**Question**

I work with strained films of tetragonal hafnia and have these results from the r2SCAN density functional. In the "biaxial ab" rows the edges a and b are changed together while c finds its own length, much as in a film held by its substrate. In the "shear ca" rows the top of the cell is pushed sideways along a, and the cell is then held.

Tetragonal HfO2 (P4_2/nmc, 6-atom cell, a = 3.577, c = 5.203 Å) under strain, computed with Ansatz 0.2.0: r2SCAN, plane-wave PAW, scalar-relativistic, no spin polarisation, 500 eV cutoff, 6×6×6 k mesh, Gaussian smearing of 0.02 eV. Atoms are relaxed within the symmetry at each strain, and changes are relative to the relaxed, unstrained crystal.

| strain kind | strain (%) | cell freedom | energy change (meV/atom) | volume change (%) | c change (%) |
| --- | --- | --- | --- | --- | --- |
| biaxial ab | -4.5 | length and tilt of c free | 91.7 | -6.28 | 2.76 |
| biaxial ab | -3.0 | length and tilt of c free | 39.9 | -4.35 | 1.65 |
| biaxial ab | -1.5 | length and tilt of c free | 9.7 | -2.26 | 0.74 |
| biaxial ab | 1.5 | length and tilt of c free | 9.3 | 2.39 | -0.61 |
| biaxial ab | 3.0 | length and tilt of c free | 36.2 | 4.89 | -1.13 |
| biaxial ab | 4.5 | length and tilt of c free | 79.3 | 7.56 | -1.50 |
| shear ca | 1.5 | cell held, c moved along a by strain times its height | 0.1 | 0.00 | 0.01 |
| shear ca | 3.0 | cell held, c moved along a by strain times its height | 0.6 | 0.00 | 0.04 |
| shear ca | 4.5 | cell held, c moved along a by strain times its height | 1.2 | 0.00 | 0.10 |
| shear ca | 6.0 | cell held, c moved along a by strain times its height | 2.0 | 0.00 | 0.18 |
| shear ca | 9.0 | cell held, c moved along a by strain times its height | 4.3 | 0.00 | 0.40 |

Why is squeezing a and b dearer than stretching them by the same amount, although stretching changes the volume more? Why was the shear done in one direction only? And does the bond geometry explain why it is so cheap?

**Answer**

Squeezing brings ions together and stretching moves them apart. Short-range repulsion grows ever more steeply as ions approach, so squeezing is expected to cost more. For the shear, symmetry makes the two directions equivalent, and one of them is enough. Bond geometry explains only part of its low cost. Of a factor of about 70, the short bonds give about 4, and the shifting of the atoms within the sheared cell gives more, about 5.5.

Start with the two biaxial rows at 3 %. Squeezing costs 39.9 meV per atom and stretching 36.2. Half their sum, 38.05, is the part of the energy that ignores the sign of the strain. Half their difference, 1.85, is the part that changes with the sign.

Let $\varepsilon$ be the change of a, positive for stretching. Near the relaxed crystal the energy has no linear term, because the stress there is practically zero. The simplest form that tells squeezing from stretching is therefore

$$E(\varepsilon)=A\varepsilon^2-B\varepsilon^3 .$$

This can be tested on the rows at 4.5 %, which played no part in the two numbers above. The strain is 1.5 times as large, so the first part should grow by $1.5^2=2.25$ and the second by $1.5^3=3.375$:

$$38.05\times2.25\pm1.85\times3.375\approx 85.6\pm6.2 .$$

The upper sign is for squeezing. The estimate gives 91.9 meV per atom for the squeeze and 79.4 for the stretch, and the table has 91.7 and 79.3. Over this range two terms are enough.

The stresses of the same calculations show what the cubic term means. Going from 3 % to 4.5 % squeeze raises the in-plane stress by 11 GPa, whereas the same step on the stretching side adds only 7 GPa of tension. The crystal stiffens as it is squeezed and softens as it is stretched. That is how ions with a steepening repulsion should behave, although the calculation gives only the total energy and not the repulsion by itself.

The c edge shows the same imbalance. When a and b shrink, c grows and relieves some of the crowding, until lengthening it further would cost more than it gains. At 4.5 % squeeze c grows by 2.76 %, but at 4.5 % stretch it shrinks by only 1.50 %. A plausible reading is that crowded ions push c out more strongly than parted ions let it fall back.

This is why the volume is a poor guide to the cost. Keeping the volume at 4.5 % squeeze would take a growth of c by 9.6 %, so c makes up for only part of the loss. On stretching it makes up for even less, and the volume changes more. The energy is still lower, because the crystal is moving towards its softer side.

The shear behaves differently for a reason of symmetry. Half a turn about c leaves the unstrained crystal as it was but converts a push along +a into a push along −a. Both pushes must cost the same, so the energy can't contain a cubic term. A row at −4.5 % would repeat the one at +4.5 %.

The same symmetry governs the pressure that builds up in the held cell. The sheared crystal pushes outwards along a, and this push must also be the same for both directions, so it should start as the square of the shear. It rises from 0.6 GPa at 3 % to 2.3 GPa at 6 %, nearly the fourfold increase that a square law demands. Letting the edges adjust would relieve this stress and make the shear cheaper still.

One shear row looks irregular. Its energy at 1.5 %, divided by the strain squared, suggests a crystal that is softer there than at 3 %. That is an effect of rounding, since the energy is printed as just 0.1 meV per atom. The shear stress is the better guide: its ratio to the strain is highest at 1.5 % and falls by about 25 % by 9 %, so the crystal softens as the shear grows. The program warns that the convergence threshold was loose for the stresses of the sheared rows, but the shear stresses, added up along the strain, reproduce the energies. The softening can therefore be trusted.

As for the low cost, the relaxed shear at 4.5 % takes 1.2 meV per atom, about 70 times less than the mean of squeeze and stretch at the same percentage. The percentages measure different distortions, so this ratio is not a material constant. Much of it comes from the atoms, which shift within the sheared cell to lower their energy. The run at 1.5 % shows how much, because it began with the atoms simply carried along with the cell. There the shear costs 0.77 meV per atom before the atoms relax and 0.14 after, a factor of about 5.5. Without that relief the shear would be only about 12 times cheaper than the biaxial strain, whose mean at 1.5 % is 9.5 meV per atom. The run at 4.5 % can't show this, since it started from atoms already relaxed at 3 %, and its first-step ratio of about 46 contains most of the relief.

Bond lengths explain part of the factor of 12 that is there before the atoms relax. Each hafnium has four short bonds to oxygen. If the oxygen atoms are simply carried along with the cell, the biaxial strain changes all four, each by about 0.64 % for every 1 % of strain. The shear changes only two to first order, one longer and one shorter, each by about 0.43 %. For equal springs the energy goes as the square of the change in length, and the expected ratio is

$$\frac{4\times0.64^2}{2\times0.43^2}\approx4 .$$

That falls short of 12 by a factor of about 3. Adding springs for the longer Hf–O bonds should not close the gap. Those bonds lean more towards c, so the biaxial strain is expected to change them less than the short ones, and the shear to change two of them more. That would lower the estimated ratio. The springs also leave out the contacts between like ions and the electrostatic energy of the whole lattice. These results don't separate such contributions, so the missing factor of about 3 remains unexplained. The largest cause that can be identified here is the shifting of the atoms.

For another strain of this crystal, ask whether a symmetry of the unstrained structure turns it into its opposite. Changing the angle between a and b passes this test, so it must cost the same in both directions. Changing the length of c alone does not pass, and there the two directions may differ, as they do for a and b.

For your films, the biaxial rows give the price of strain within the tetragonal phase, at zero temperature and with the symmetry of that phase imposed. A distortion that breaks this symmetry could lower the energy and would not show up here. At low temperature bulk hafnia prefers a monoclinic phase with a larger repeating cell, which these six-atom calculations can't reach. Whether a strained film stays tetragonal is therefore a separate question.
